\textbf{Student.} I ground a PbTiO$_3$ crystal into a sphere so that absorption would be the same for every reflection and vanish into the scale factor. Now you say that my displacement parameters from Ag K$\alpha$ data will come out too small. A sphere has no direction, so how can that be?

\textbf{Lecturer.} The sphere has none, but the two beams enclose an angle. In kinematic theory an element $dV$ is reached along a path $t_1$ in the direction $\mathbf{s}_0$, and its wave leaves along $t_2$ in the direction $\mathbf{s}_1$. With a uniform parallel beam that bathes the crystal, the integrated intensity is multiplied by
\begin{equation}
A=\frac1V\int e^{-\mu(t_1+t_2)}\,dV ,
\end{equation}
where $\mu$ is the linear attenuation coefficient of the intensity. The only lengths are $R$ and $1/\mu$, so $A=A(x,\theta)$ with $x=\mu R$ and scattering angle $\psi=2\theta$. The wavelength enters only through $\mu$. From here on, lengths are in units of $R$.

\textbf{Student.} Where can it be done in closed form?

\textbf{Lecturer.} Where both paths lie on one chord. A chord at distance $\rho$ from the axis has length $2u$ with $u=\sqrt{1-\rho^2}$, and the fraction of the volume on such chords is $3u^2du$. At $\psi=0$ every point has $t_1+t_2=2u$:
\begin{equation}
A(0)=3\int_0^1u^2e^{-2xu}du=\frac{3}{4x^3}\left[1-e^{-2x}(1+2x+2x^2)\right].
\end{equation}
At $\psi=\pi$ a point at depth $t$ has the path $2t$, whose chord average is $(1-e^{-4xu})/4xu$:
\begin{equation}
A(\pi)=\frac{3}{4x}\int_0^1u\,(1-e^{-4xu})\,du=\frac{3}{4x}\left[\frac12-\frac{1-e^{-4x}(1+4x)}{16x^2}\right].
\end{equation}
For small $x$,
\begin{equation}
A(0)=1-\tfrac32x+\tfrac65x^2-\tfrac23x^3+\dots,\qquad A(\pi)=1-\tfrac32x+\tfrac85x^2-\tfrac43x^3+\dots
\end{equation}

\textbf{Student.} The linear terms agree. That is my point.

\textbf{Lecturer.} To first order you are right at every angle. The linear term is $-x(\langle t_1\rangle+\langle t_2\rangle)$, a sum of two one-beam averages, neither of which knows about the other beam. Each is half the chord, $\langle u\rangle=3/4$, so $A=1-3x/2$. For a long cylinder with both beams normal to the axis, the chord at offset $p$ has $u=\sqrt{1-p^2}$ and weight $2u\,dp/\pi$, so $\langle u\rangle=8/3\pi$ and $A=1-16x/3\pi$, a coefficient of 1.698, at any equatorial angle. A beam tilted by $\nu$ out of the equatorial plane has its paths stretched by $1/\cos\nu$, which is why the word equatorial is needed.

\textbf{Student.} Are the two shapes separate calculations?

\textbf{Lecturer.} No. Both beams lie in planes parallel to the scattering plane, which cut the sphere into discs of radius $\sqrt{1-z^2}$:
\begin{equation}
A_{\rm sph}(x,\theta)=\frac32\int_0^1(1-z^2)\,A_{\rm cyl}\!\left(x\sqrt{1-z^2},\theta\right)dz .
\label{slice}
\end{equation}
A term $x^n$ of the cylinder is multiplied by $9\pi/32$, $4/5$, $15\pi/64$ for $n=1,2,3$, and by $3\pi/8$ for $n=-1$. Indeed $(16/3\pi)(9\pi/32)=3/2$.

\textbf{Student.} How far can I trust the first order?

\textbf{Lecturer.} The linear form turns negative at $x=2/3$, so exponentiate it. The logarithm is a cumulant series, and its $x^2$ term is half the variance of the path: $\ln A(0)=-3x/2+3x^2/40$ and $\ln A(\pi)=-3x/2+19x^2/40$. Hence $e^{-3x/2}$ holds to about 1 per cent up to $x=0.365$ forward but only up to $x=0.145$ backward. The difference of the logarithms is what a scale factor cannot absorb:
\begin{equation}
g_\pi\equiv\ln\frac{A(\pi)}{A(0)}=\tfrac25x^2-\tfrac1{15}x^3-\tfrac{11}{350}x^4+\dots
\end{equation}
By its leading term it reaches 0.01 at $x=0.158$. It is positive for every $x$: on each chord the mean of the convex function $e^{-2xt}$ exceeds its value $e^{-2xu}$ at the midpoint.

\textbf{Student.} Two end points are not an angular dependence. My data stop at $2\theta=60^\circ$.

\textbf{Lecturer.} A fair objection, and it changes the coefficient. Take the disc. Let $a_i=\mathbf r\cdot\mathbf s_i$, let $p_i$ be the perpendicular offsets and $w_i=\sqrt{1-p_i^2}$. Then $t_1=w_0+a_0$ and $t_2=w_1-a_1$. The $x^2$ coefficient is $\langle t^2\rangle+\langle t_1t_2\rangle$, with $\langle t^2\rangle=\frac43\langle u^2\rangle=1$. Terms odd in $\mathbf r$ drop out and $\langle a_0a_1\rangle=\frac14\cos\psi$. For $\langle w_0w_1\rangle=K/\pi$ put $p_0=\cos\alpha$, $p_1=\cos\beta$; the area element is $dp_0\,dp_1/\sin\psi$ and the disc becomes the rectangle $|\alpha-\beta|<\psi<\alpha+\beta<2\pi-\psi$, which gives
\begin{equation}
K=\frac{2\psi(\pi-\psi)+(\pi-2\psi)\sin\psi\cos\psi+4\sin^2\psi}{4\sin\psi}.
\end{equation}
The third moment needs only one square root at a time, and the cylinder's $-x^3$ coefficient is $(184+8\cos2\psi-64\cos\psi)/45\pi$. With Eq.~\eqref{slice} the sphere has $A=1-\frac32x+a_2x^2-b_3x^3+\dots$,
\begin{equation}
a_2=\frac45\left[1+\frac K\pi-\frac{\cos\psi}4\right],\qquad b_3=\frac{23+\cos2\psi-8\cos\psi}{24},
\end{equation}
and, with $\Delta$ for the change from $\psi=0$,
\begin{equation}
\ln\frac{A(\psi)}{A(0)}=\Delta a_2\,x^2+\left(\tfrac32\Delta a_2-\Delta b_3\right)x^3+\dots
\label{ang}
\end{equation}
The cosine alone would give $\Delta a_2=\frac25\sin^2\theta$. But $K/\pi$ equals $3/4$ at both ends and dips in between, starting as $\frac34-\psi^2/24$. At $2\theta=90^\circ$ we get $\Delta a_2=0.169$ in place of $1/5$, and at low angle $\Delta a_2=\frac4{15}\sin^2\theta$, two thirds of the end-point slope. The bracket in $a_2$ is the cylinder's own coefficient, so its slopes are $5/4$ times larger: $x^2/3$ at low angle and $x^2/2$ over the full range.

\textbf{Student.} That is still a series. My crystal has $x$ near one.

\textbf{Lecturer.} The low-angle slope can be had exactly. Rotate $\mathbf s_1$ in the scattering plane, so that $a'=p$ and $p'=-a$, the prime meaning $d/d\psi$, with $w=\sqrt{1-z^2-p^2}$. Then
\begin{equation}
t_2'=-\frac{p\,t_2}{w},\qquad t_2''=\frac{p^2-a^2}{w}-\frac{p^2a^2}{w^3}+a .
\end{equation}
At $\psi=0$ the path is $2w=2u$, $A'=0$ because $t_2'$ is odd in $p$, and $A''=\langle(x^2t_2'^2-xt_2'')e^{-2xu}\rangle$. Averaging $a$ over $[-u,u]$ gives $4p^2/3$ for $t_2'^2$ and $2p^2/3u-u/3$ for $t_2''$, and the azimuth gives $p^2\to(1-u^2)/2$. So
\begin{equation}
A''=\int_0^1\left[2x^2(u^2-u^4)-x(u-2u^3)\right]e^{-2xu}du=x\int_0^1(u-2u^3)e^{-2xu}du ,
\end{equation}
after one integration by parts of the first term. Since $\sin^2\theta\simeq\psi^2/4$,
\begin{equation}
g_0\equiv\left.\frac{d\ln A}{d\sin^2\theta}\right|_0=\frac{2A''}{A(0)}=\tfrac4{15}x^2+\tfrac1{15}x^3+\tfrac3{350}x^4+\dots
\end{equation}
Its first two terms match the low-angle limit of Eq.~\eqref{ang}. It is positive for all $x$, because $u-2u^3$ integrates to zero and the exponential favours small $u$, where it is positive. For large $x$, extending the integrals to infinity gives $g_0\to\frac23x^2-2$ up to exponentially small terms.

\textbf{Student.} And how does a slope become an error in $B$?

\textbf{Lecturer.} With $s=\sin\theta/\lambda$ and $B=8\pi^2U$, each atomic amplitude carries $e^{-Bs^2}$ and the intensity $e^{-2Bs^2}$. If $\ln A=\ln A(0)+g\sin^2\theta$ over your range, uncorrected data vary as $\exp[-2Bs^2+g\lambda^2s^2]$. The constant goes into the scale, and every atom's $B$ shifts by
\begin{equation}
\Delta B=-\tfrac12\,g\,\lambda^2 .
\end{equation}
High-angle reflections are absorbed less and look too strong, so the atoms look too cold. Dimensionally $\Delta B/\lambda^2$ is a function of $x$ and of the angular range only. For small $x$, $\Delta B\propto(\mu R\lambda)^2$. Assume the typical local law $\mu\propto\lambda^{2.6}$ for lead between its L and K edges, where both the Ag and the Mo line lie; then $\Delta B\propto\lambda^{7.2}$. With the typical mean K$\alpha$ wavelengths 0.5609~\AA\ (Ag) and 0.7107~\AA\ (Mo), the same small sphere is biased 5.5 times more on Mo.

\textbf{Student.} What about the opaque limit? I would guess $e^{-2x}$, the transmission through a diameter.

\textbf{Lecturer.} It is a power law, because the intensity comes from wherever the paths are short. Forward, only chords with $u\lesssim1/x$ at the rim survive, and their weight $3u^2du$ gives $A(0)\to3/4x^3$, with an exponentially small correction. Backward, a skin of depth of order $1/\mu$ on the lit face scatters, and $A(\pi)\to(3/8x)(1-1/8x^2)$. The ratio of the two grows as $x^2/2$, so $g_\pi$ grows only as $\ln(x^2/2)$. The cylinder has
\begin{equation}
A_{\rm cyl}(0)\to\frac1{\pi x^3}\left(1+\frac3{2x^2}\right),\qquad A_{\rm cyl}(\pi)\to\frac1{\pi x}\left(1-\frac1{16x^2}\right),
\end{equation}
where the forward correction comes from expanding the weight $(4/\pi)u^2du/\sqrt{1-u^2}$. For the sphere the leading powers are good to 10 per cent beyond $x=1.08$ backward and beyond $x=2.66$ forward.

\textbf{Student.} A power $x^{-3}$ at one end and $x^{-1}$ at the other. Which holds in between?

\textbf{Lecturer.} At any fixed $\theta>0$ it is finally $x^{-1}$. A surface element that is both lit and seen, with direction cosines $\gamma_0$ and $\gamma_1$, contributes the depth $\gamma_0\gamma_1/\mu(\gamma_0+\gamma_1)$. On the disc, measure the normal by $\phi$ from the bisector of $-\mathbf s_0$ and $\mathbf s_1$. Then $|\phi|<\theta$, $\gamma_0\gamma_1=\cos^2\phi-\cos^2\theta$ and $\gamma_0+\gamma_1=2\cos\phi\sin\theta$. Integrating over $\phi$ gives $A_{\rm cyl}\to f/\pi x$, and the slice factor $3\pi/8$ gives
\begin{equation}
A_{\rm sph}\to\frac{3f(\theta)}{8x},\qquad f=1-\frac{\cos^2\theta}{\sin\theta}\,\mathrm{artanh}(\sin\theta)=\tfrac23\sin^2\theta+\tfrac2{15}\sin^4\theta+\dots
\end{equation}
At small angle this is $\theta^2/4x$. Both regimes fit one scaling form for $x\gg1$ and $\theta\ll1$, $A=x^{-3}F(y)$ with $y=x\theta$. From $g_0$, $F=\frac34+\frac12y^2$ for small $y$, and from the surface term $F\to\frac14y^2$ for large $y$. The coefficients of $y^2$ differ, so adding the two limits is no interpolation. The crossover lies near $y=1.22$, where $g_0\theta^2=1$, or $y=1.73$, where the asymptotes cross. The reason is geometric: a chord of length $1/\mu$ subtends an angle $1/x$ at the centre.

\textbf{Student.} Numbers, please.

\textbf{Lecturer.} The compiled lattice constants of the tetragonal phase at 300 K (Wikipedia) are $a=3.904$~\AA\ and $c=4.152$~\AA, so the cell with one formula unit has 63.28~\AA$^3$. I assume the standard atomic masses 207.2, 47.867 and 15.999 for Pb, Ti and O, which give $M=303.064$ and a density of 7.95~g\,cm$^{-3}$. Typical mass attenuation coefficients at Ag K$\alpha$ are 67, 12 and 0.7~cm$^2$g$^{-1}$ in the same order. Weighted by mass they give 47.8~cm$^2$g$^{-1}$, of which lead supplies 96 per cent, and $\mu=38.0$~mm$^{-1}$. I use 38~mm$^{-1}$, so $1/\mu=26.3~\mu$m, and $\lambda^2/2=0.1573$~\AA$^2$. For four assumed radii the model gives
\begin{equation*}
\begin{array}{cccccccc}
R/\mu{\rm m}&x&A(0)&A(\pi)&g_0&g_\pi&\Delta B(g_0)/\text{\AA}^2&\Delta B(g_\pi)/\text{\AA}^2\\ \hline
10&0.38&0.572&0.603&0.042&0.054&-0.007&-0.008\\
25&0.95&0.259&0.346&0.304&0.289&-0.048&-0.045\\
50&1.90&0.0799&0.191&1.50&0.869&-0.236&-0.137\\
100&3.80&0.0134&0.0978&7.84&1.99&-1.23&-0.313
\end{array}
\end{equation*}
The third figures serve to compare columns; the attenuation inputs do not fix them. In radii, the angular part reaches 1 per cent at 4.2~$\mu$m, and the opaque laws set in at 28~$\mu$m backward and 70~$\mu$m forward. In the last row the asymptote $\frac23x^2-2$ gives 7.63 against 7.84.

\textbf{Student.} Your two columns for $\Delta B$ disagree, and they even change order. Which one do I believe?

\textbf{Lecturer.} The change of order is a crossover of its own. For small $x$, $g_0<g_\pi$ and $\ln A$ steepens with $\sin^2\theta$ overall; for large $x$, $g_0\sim x^2$ outruns the logarithm and the curve flattens. The two are equal at $x=0.85$, or $R=22~\mu$m. Near there $\ln A$ is close to linear and the bias is almost a pure shift of $B$. At 100~$\mu$m the slopes differ about fourfold and $g_0\sin^2\theta$ reaches one at $2\theta=42^\circ$, inside your range. No single $\Delta B$ exists there: the fitted shift depends on the cut-off and the weights, and the misfit stays in the residuals.

\textbf{Student.} Mine is the 25~$\mu$m sphere, measured to $60^\circ$.

\textbf{Lecturer.} That is $s=0.891$~\AA$^{-1}$ and $\sin^2\theta=1/4$. Equation~\eqref{ang} gives the mean slope to that angle as $0.305x^2+0.041x^3=0.311$. The omitted $x^4$ coefficient is $+3/350$ at low angle and $-11/350$ over the full range, and the larger of these is worth 0.026 at your $x$. With $g_0=0.304$ and $g_\pi=0.289$ beside it, one figure is earned: $g\approx0.3$. The model's bias is $\Delta B\approx-0.05$~\AA$^2$, or $\Delta U\approx-6\times10^{-4}$~\AA$^2$. Against an assumed, purely illustrative true $B$ of 0.5~\AA$^2$ that is about a tenth. Yet the intensities would fit well, since a linear slope leaves no residual.

\textbf{Student.} Then I take a smaller crystal, or else a bigger one for the counts. Isn't there an optimum size, as for a plate?

\textbf{Lecturer.} A plate of thickness $d$ in normal transmission gives $d\,e^{-\mu d}$, with a maximum at $d=1/\mu$. A bathed sphere has no maximum. The forward signal, in ordinary units, is
\begin{equation}
VA(0)=\frac{\pi}{\mu^3}\left[1-e^{-2x}(1+2x+2x^2)\right],
\end{equation}
which rises steadily and saturates at $\pi/\mu^3=5.73\times10^4~\mu$m$^3$, the volume of a transparent sphere of radius 23.9~$\mu$m. Half of it is reached at $x=1.337$, or 35~$\mu$m. Below that the signal falls towards $R^3$ while the bias falls as $R^2$; above it the low-angle signal can at most double while $g_0$ keeps growing as $R^2$. Only the surface term goes on rising, as $V/x\propto R^2$.

\textbf{Student.} Suppose I apply the correction. Am I done?

\textbf{Lecturer.} Only as far as $x$ and the shape are known. At $x=0.95$ the logarithmic derivative $d\ln g_0/d\ln x$ is 2.2, so 5 per cent in $\mu R$, from the radius or from the coefficients, leaves 0.005~\AA$^2$ in $B$: negative if $\mu R$ was underestimated, positive if it was overestimated. Shape is more serious, because it acts at first order in $x$. An ellipsoid is an affine image of a sphere, so all chords parallel to $\mathbf s_0$ scale alike and $A(0)$ keeps its form, with $R$ replaced by the centre-to-surface distance along the beam. Here $d\ln A(0)/d\ln x=-1.27$. Semi-axes that stray by $\pm5$ per cent change low-angle intensities by $\mp0.063$ in the logarithm, which rivals the whole angular effect to $60^\circ$, $0.311/4=0.078$. It shows as scatter among equivalent reflections, and the part that the choice of orientations does not average out can leak into the anisotropic displacement parameters.

\textbf{Student.} And the kinematic assumption itself?

\textbf{Lecturer.} Extinction brings in further lengths, set by the structure factor and the mosaic, and the analysis in $x$ and $\theta$ alone omits them. It weakens strong low-angle reflections and so tilts the data in the same sense as absorption. A loss of 8 per cent there relative to $60^\circ$ would equal the absorption effect, and whether your crystal reaches it can be found only by refining an extinction parameter. The figure $-0.05$~\AA$^2$ is therefore the model's value for absorption alone in a true sphere with the typical $\mu$ above, and for another radius or another table of coefficients it scales as about $(\mu R)^{2.2}\lambda^2$ near $x=1$.